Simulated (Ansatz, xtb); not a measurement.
**Two isomers of ClGeH7Si2**

We compare I, `Cl[SiH2][SiH2][GeH3]`, a singlet, with II, `[SiH3][GeH2][SiH2]Cl`, a singlet. Both are isolated molecules in the gas phase, relaxed with PBE0-D3(BJ)/pcseg-1; the shapes shown needn't be the lowest conformers.

I (Å):

```xyz
11

Cl   -1.8288   -1.3573    2.4135
Ge    1.8154    0.7349   -1.4431
Si   -0.9014    0.0600    1.2018
Si    0.7888   -0.9289   -0.0763
H    -1.9537    0.6591    0.3324
H    -0.3512    1.1182    2.0960
H     1.8048   -1.5365    0.8336
H     0.1979   -1.9979   -0.9351
H     2.4142    1.8439   -0.5628
H     2.9360    0.1163   -2.2932
H     0.7716    1.3650   -2.3795
```

II (Å):

```tsv
atom	x (Å)	y (Å)	z (Å)
Cl	-0.2778	0.4078	1.7356
Ge	-0.1843	-0.2117	-1.8342
Si	-1.5511	-2.1282	-1.4696
Si	1.0533	0.2818	0.1377
H	-2.2659	-2.4955	-2.7269
H	-2.5451	-1.8318	-0.3993
H	-0.6879	-3.2689	-1.0442
H	-1.0432	1.0114	-2.1998
H	0.8146	-0.4626	-2.9807
H	1.7797	1.5803	0.0613
H	2.0201	-0.8076	0.4528
```

Problem. Estimate which is lower in electronic energy at CCSD(T)/def2-SVP + ΔMP2/def2-TZVPP, and by roughly how much.

Solution. The CCSD(T)/def2-SVP + ΔMP2/def2-TZVPP calculation puts structure II lower, by 16.4 kJ/mol.

The same difference at several levels:

| level | geometry | E(II) − E(I) (kJ/mol) | departure from the last row (kJ/mol) | job, with rough time for the two |
| --- | --- | --- | --- | --- |
| GFN2-xTB | GFN2-xTB | −55.9 | −39.5 | optimisation, 0.29 s |
| HF/STO-3G | GFN2-xTB | −8.9 | +7.6 | single point, 0.79 s |
| r2SCAN-D4/def2-SVP | GFN2-xTB | −14.9 | +1.5 | single point, 3.9 s |
| PBE0-D3(BJ)/pcseg-1 | PBE0-D3(BJ)/pcseg-1 | −11.0 | +5.4 | optimisation, 67 s |
| HF/def2-SVP | PBE0-D3(BJ)/pcseg-1 | −16.0 | +0.4 | part of the CCSD(T) run |
| MP2/def2-SVP | PBE0-D3(BJ)/pcseg-1 | −17.2 | −0.8 | part of the CCSD(T) run |
| CCSD(T)/def2-SVP | PBE0-D3(BJ)/pcseg-1 | −15.1 | +1.3 | single point |
| CCSD(T)/def2-SVP + ΔMP2/def2-TZVPP | PBE0-D3(BJ)/pcseg-1 | −16.4 |  | single point, 37 s |

As drawn, II has 1 Ge–Si, 1 Si–H in place of 1 Si–Si, 1 Ge–H.

The levels shown agree on the order. The largest departure from CCSD(T)/def2-SVP + ΔMP2/def2-TZVPP is that of GFN2-xTB, 39.5 kJ/mol. The last row adds to CCSD(T) the change of the MP2 difference between the two basis sets, here −1.3 kJ/mol.

With harmonic frequencies from PBE0-D3(BJ)/pcseg-1 (ideal gas, rigid rotor, one conformer each, 400 K, 1 atm): on the last row, ΔE + ΔZPE = −16.1 kJ/mol. A mode under 50 cm⁻¹ makes harmonic enthalpies and free energies unreliable, so none is given.

The correlated steps freeze 24 core orbitals; the filled d shell of Ge is correlated, in a basis made for valence electrons. Mirror images aren't counted in ΔG. Codes used: Ansatz 0.2.0, xtb 6.7.1; the last row on 2 threads of Intel(R) Xeon(R) Platinum 8375C CPU @ 2.90GHz (Ice Lake) on a shared host.

Structure II is favoured because moving germanium from the end of the chain to the middle exchanges a Ge–H bond for a stronger Si–H bond. The accompanying replacement of Si–Si by Ge–Si probably costs something, but less than the hydride exchange gains, since heavy-atom single bonds between these two elements differ little in strength. Chlorine stays on silicon in both isomers, so the strong Si–Cl bond largely cancels.

Hartree–Fock in the def2-SVP basis already gives −16.0 kJ/mol, against −15.1 kJ/mol with CCSD(T), so the preference doesn't depend on a large differential correlation energy. The GFN2-xTB exaggeration lies mainly in its energies rather than its structures, because r2SCAN-D4 on the same geometries gives −14.9 kJ/mol; an imbalance in its description of Si–H and Ge–H bonding is a plausible cause. Zero-point motion offsets the preference only slightly, as expected when a stiffer Si–H bond replaces Ge–H. The total difference doesn't separate the bond exchange from the smaller effect of changing chlorosilyl's neighbour from silicon to germanium.
